**Question: can I get the pure PBE gap by drawing a straight line?**

I have a linear Cu–Al–Cu cation, held at one geometry, and have varied only the share of exact exchange in a PBE hybrid. HOMO and LUMO are the highest filled and the lowest empty orbital. Both look nearly linear in the share, so I want to extend them to 0 %, whose results I have kept covered. Is that safe, and does the trend tell me which share to use?

Ansatz 0.2.0 calculations with restricted Kohn–Sham PBE hybrids and the def2-TZVP basis for the isolated linear Cu–Al–Cu cation (charge +1, singlet), all at the fixed PBE-D4/def2-TZVP geometry. HOMO and LUMO are orbital energies, and the gap is LUMO minus HOMO.

```csv
exact exchange (%),homo (eV),lumo (eV),homo lumo gap (eV)
0,?,?,?
5,-10.420,-7.536,2.884
10,-10.543,-7.322,3.221
15,-10.661,-7.148,3.513
25,-10.885,-6.802,4.083
35,-11.105,-6.458,4.648
50,-11.441,-5.948,5.492
```

**Answer**

Straight lines serve well inside part of your range, but I would not trust them down to 0 %. The row that warns against it is 5 %. From 10 to 50 % the LUMO climbs by 34 to 35 meV for each percent of exchange, while between 5 and 10 % it climbs by 43 meV. The HOMO has no such break; it only becomes slightly steeper towards low shares.

It helps to see first why the levels should follow lines at all. Write the share as $a$, running from 0 to 1. The exchange part of the Hamiltonian is then $(1-a)\,v_x^{\mathrm{PBE}} + a\,\hat K$, where $\hat K$ is exact exchange and $v_x^{\mathrm{PBE}}$ the PBE exchange potential. If the orbitals keep their shape, the energy $\varepsilon$ of an orbital $\varphi$ changes at a constant rate:

$$\frac{d\varepsilon}{da} = \langle \varphi |\, \hat K - v_x^{\mathrm{PBE}} \,| \varphi \rangle .$$

The sign of this rate differs for filled and empty orbitals. An electron in a filled orbital is repelled by a density that includes its own, and PBE exchange removes this self-repulsion only in part. Exact exchange removes it fully, so the HOMO sinks as the share grows. An empty orbital has no self-repulsion to remove; it loses some of the attractive PBE potential and gets little back from exact exchange, so it rises. In your table the rise of the LUMO accounts for about 61 % of the gap's growth between 5 and 50 %.

The size of the rate depends on the orbital. A compact orbital samples the exchange potential strongly and usually responds more than a diffuse one. In a neutral molecule with a very diffuse LUMO, for instance, the same argument would give a slower rise.

This suggests a reason for the break. The LUMO is by definition whichever empty orbital lies lowest. Suppose two of them rise at different rates and cross: the steeper one is the lower of the two before the crossing, and the flatter one after it. The LUMO then climbs steeply at low shares and more gently at high ones, as it does here. That two orbitals really change places is my inference from the slopes; a smooth mixing of the two would look similar.

For the estimate at 0 % I fitted a line to the LUMO from 10 to 50 %. The 5 % row stayed out, because it may belong to the other orbital. I then assumed that the switch lies midway between 5 and 10 %, where the line gives

$$-7.663 + 7.5 \times 0.0344 = -7.405\ \text{eV}.$$

The steeper orbital must climb from $-7.536$ eV at 5 % to this point, which takes 0.052 eV per percent. Followed down to 0 %, it arrives at $-7.536 - 5 \times 0.052 = -7.80$ eV. For the HOMO I simply carry on the slope found between 5 and 10 %.

My forecasts for 0 % are therefore:

- HOMO: $-10.30 \pm 0.04$ eV
- LUMO: $-7.80 \pm 0.09$ eV
- gap: $2.50 \pm 0.10$ eV

The gap should be the smallest of the series, and between 0 and 5 % the LUMO should move more than the HOMO. The LUMO's range reaches from a return to the ordinary slope below 5 % (upper end) to a switch near 6 % (lower end). One risk lies outside these ranges: a copper 3d level could overtake the present HOMO below 5 % and put it higher than I say.

Now uncover the row.

The withheld rows as computed:

```csv
exact exchange (%),homo (eV),lumo (eV),homo lumo gap (eV)
0,-10.287,-7.757,2.530
```

All three values fall inside their ranges, and both qualitative forecasts hold. The HOMO forecast is 0.01 eV too low and the LUMO forecast 0.04 eV too low, so the gap comes out 0.03 eV too small. Plain straight lines, with the HOMO fitted from 5 to 50 % and the LUMO from 10 to 50 %, would have made the gap 0.12 eV too wide.

The LUMO's miss can be traced to my midway assumption. Between 0 and 5 % the level climbs by 44 meV per percent, almost the same as in the next interval, whereas I had assumed 52. A line through the two lowest rows meets the upper line near 9.5 %, so the switch should lie close to 10 %.

The empty levels from the same runs confirm it. At 5 % the lowest is a single level at $-7.536$ eV, with a degenerate pair just above it at $-7.496$ eV. At 10 % the pair is lowest, at $-7.322$ eV, and the single level follows at $-7.315$ eV. In a linear ion the two differ in symmetry, so they cross without mixing. Each keeps to its own nearly straight line: the single level, carried on from 10 and 15 % ($-7.315$ and $-7.095$ eV), would have given $-7.755$ eV at 0 %, almost exactly the computed LUMO. Stability tests from 0 to 35 % found each solution to be a minimum, though that does not prove it the lowest singlet state.

The HOMO ended slightly above its forecast because its slope went on steepening. A growing share of copper 3d character could do this, since 3d orbitals are compact and respond strongly to exact exchange. The filled levels fit this. The HOMO is a single level, so the degenerate pairs of the copper 3d group cannot mix with it in a linear ion; only a single level with the same inversion symmetry can. The group has two single levels, and both come closer to the HOMO: they lie 1.18 and 1.89 eV below it at 10 %, but 0.79 and 1.55 eV below it at 0 %. No 3d level overtook the HOMO. The make-up of the orbitals was not computed, so this is a likely cause, not a proven one.

As for which share to use, the trend alone does not choose one. The gap more than doubles from 0 to 50 %, and a wider gap is no sign of a better calculation. Nor should the gap be read as the energy at which the cation absorbs light; that needs an excited-state calculation. Koopmans tuning supplies a criterion: compute the energy needed to remove one more electron from this cation, as a difference of total energies, and choose the share at which it equals minus the HOMO energy. Ten percentage points of exchange move the HOMO by only 0.2 to 0.3 eV, so a coarse search is enough to begin with. The share you find may lie above 50 %, where this table ends.

For intermediate shares between 10 and 50 %, you can interpolate both levels with straight lines. To go below 10 %, follow each empty orbital along its own line and take whichever is lowest; the LUMO column alone hides the switch. The fits and the forecast errors are in the output below.

Output of the analysis:

```
fit of homo on 6 rows: constant -10.32 +/- 0.0046, coefficient of exact_exchange -0.02257 +/- 0.00017; rms 0.00512, worst 5 -0.00878, leave-one-out rms 0.00835
  rows outside the fit (model, value, miss): 0 -10.32, -10.29, -0.029
fit of lumo on 5 rows (exact_exchange >= 10): constant -7.663 +/- 0.0028, coefficient of exact_exchange 0.03436 +/- 9e-05; rms 0.00224, worst 35 -0.00276, leave-one-out rms 0.00498
  rows outside the fit (model, value, miss): 0 -7.663, -7.757, 0.0938; 5 -7.491, -7.536, 0.0446
gap growth from 5 to 50 % exchange (eV): 2.609
LUMO rise from 5 to 50 % (eV): 1.588
HOMO fall from 5 to 50 % (eV): 1.021
part of the gap growth due to the LUMO (%): 60.87
HOMO slope from the row before (meV per 1 % exchange): 5 -26.6, 10 -24.6, 15 -23.6, 25 -22.4, 35 -22, 50 -22.4
LUMO slope from the row before (meV per 1 % exchange): 5 44.2, 10 42.8, 15 34.8, 25 34.6, 35 34.4, 50 34
depth of the 5 % LUMO below the upper line (eV): 0.04458
assumed slope of the lower LUMO branch, switch at 7.5 % (meV per 1 %): 52.19
FORECAST HOMO at 0 %, error bar 0.04 (eV): -10.3
FORECAST LUMO at 0 %, error bar 0.09 (eV): -7.797
FORECAST gap at 0 %, error bar 0.10 (eV): 2.5
LUMO at 0 % if the ordinary slope returns below 5 % (eV): -7.708
LUMO at 0 % if the switch lies at 10 % (eV): -7.75
gap at 0 % from the two plain straight lines (eV): 2.653
HOMO miss, forecast less computed (eV): -0.01
LUMO miss, forecast less computed (eV): -0.03994
gap miss, forecast less computed (eV): -0.02994
gap miss of the plain straight lines (eV): 0.1228
share where the line through 0 and 5 % meets the upper line (%, has a meaning only from 5 to 10): 9.529
```
